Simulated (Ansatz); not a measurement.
A series in volume scale on GaP

All results are calculated (Ansatz 0.2.0). Free energy against uniform scaling of the volume at fixed shape and fractions; periodic cell, basis, potentials, k mesh and filling as listed.

The cell before it is scaled or strained (space group F-43m, No. 216):
```
CELL_PARAMETERS angstrom
0.00000 2.72520 2.72520
2.72520 0.00000 2.72520
2.72520 2.72520 0.00000
ATOMIC_POSITIONS crystal
Ga 0.00000 0.00000 0.00000
P 0.25000 0.25000 0.25000
```

Settings of every row: functional LDA; dispersion none; potentials PAW; wave cutoff 421.78 eV; density cutoff 1687.1 eV; k mesh 6x6x6; k shift 0x0x0; occupations fermi dirac; smearing width 0.05 eV; spin none.

| row | volume scale | V (Å³/atom) | pressure (GPa) | energy above lowest point (meV/atom) |
| --- | --- | --- | --- | --- |
| 1 | 0.92 | 18.62 | 5.15 | 14.7 |
| 2 | 0.9467 | 19.161 | 2.12 | 2.6 |
| 3 | 0.9733 | 19.699 | -0.49 | 0 |
| 4 | 1 | 20.239 | -2.73 | 5.5 |
| 5 | 1.0267 | 20.78 | -4.66 | 18 |
| 6 | 1.0533 | 21.318 | -6.31 | 36.6 |
| 7 | 1.08 | 21.858 | ? | ? |

Question: what pressure and energy above lowest point should row 7 give?

Worked fit of pressure. Take u = (V_r/V)^(2/3) − 1 with V_r = 19.969 Å³ an atom, which is twice the finite (Eulerian) strain; such expansions in the strain, on which the Birch-Murnaghan equation of state is built, carry the rest volume and the bulk modulus. The shown rows have u = 0.04773, 0.02792, 0.00912, -0.00891, -0.02619, -0.04264. Least squares give pressure = −1.651 + 124.84 × u + 368.6 × u² GPa; a straight line predicts inner rows, each left out in turn, worse (root mean square 0.29 against 0.0094 GPa). The rows lie off it by 0.00, 0.00, -0.01, 0.00, 0.01, -0.01. The pressure vanishes at u = 0.0127, or V = 19.59 Å³ an atom, and there the bulk modulus at fixed shape and fractions is B = −V dP/dV = (2/3)(1 + u) dP/du = 90.6 GPa. The withheld row has u = -0.05848, so the fit gives −1.651 + 124.84 × (-0.05848) + 368.6 × (-0.05848)² = -7.69 GPa.

The calculation gave -7.73 GPa. The fit lies 0.04 GPa (0.31 % of the column's range) above it; its largest miss of a shown row is 0.01 GPa. This row lies beyond the range of the fit.

Worked fit of energy above lowest point. Take u = (V_r/V)^(2/3) − 1 with V_r = 19.969 Å³ an atom, which is twice the finite (Eulerian) strain; such expansions in the strain, on which the Birch-Murnaghan equation of state is built, carry the rest volume and the bulk modulus. The shown rows have u = 0.04773, 0.02792, 0.00912, -0.00891, -0.02619, -0.04264. Least squares give energy above lowest point = 1.78 − 304.1 × u + 12028 × u² meV/atom; a straight line predicts inner rows, each left out in turn, worse (root mean square 9.4 against 0.064 meV/atom). The rows lie off it by 0.0, -0.1, 0.0, 0.1, 0.0, 0.0. Its lowest point lies at u = 0.0126, or V = 19.6 Å³ an atom, and the curvature there gives the bulk modulus at fixed shape and fractions, B = (4/9)(1 + u)² E″(u)/V = 89.6 GPa. The withheld row has u = -0.05848, so the fit gives 1.78 − 304.1 × (-0.05848) + 12028 × (-0.05848)² = 60.7 meV/atom.

The calculation gave 60.3 meV/atom. The fit lies 0.4 meV/atom (0.66 % of the column's range) above it; its largest miss of a shown row is 0.1 meV/atom. This row lies beyond the range of the fit.
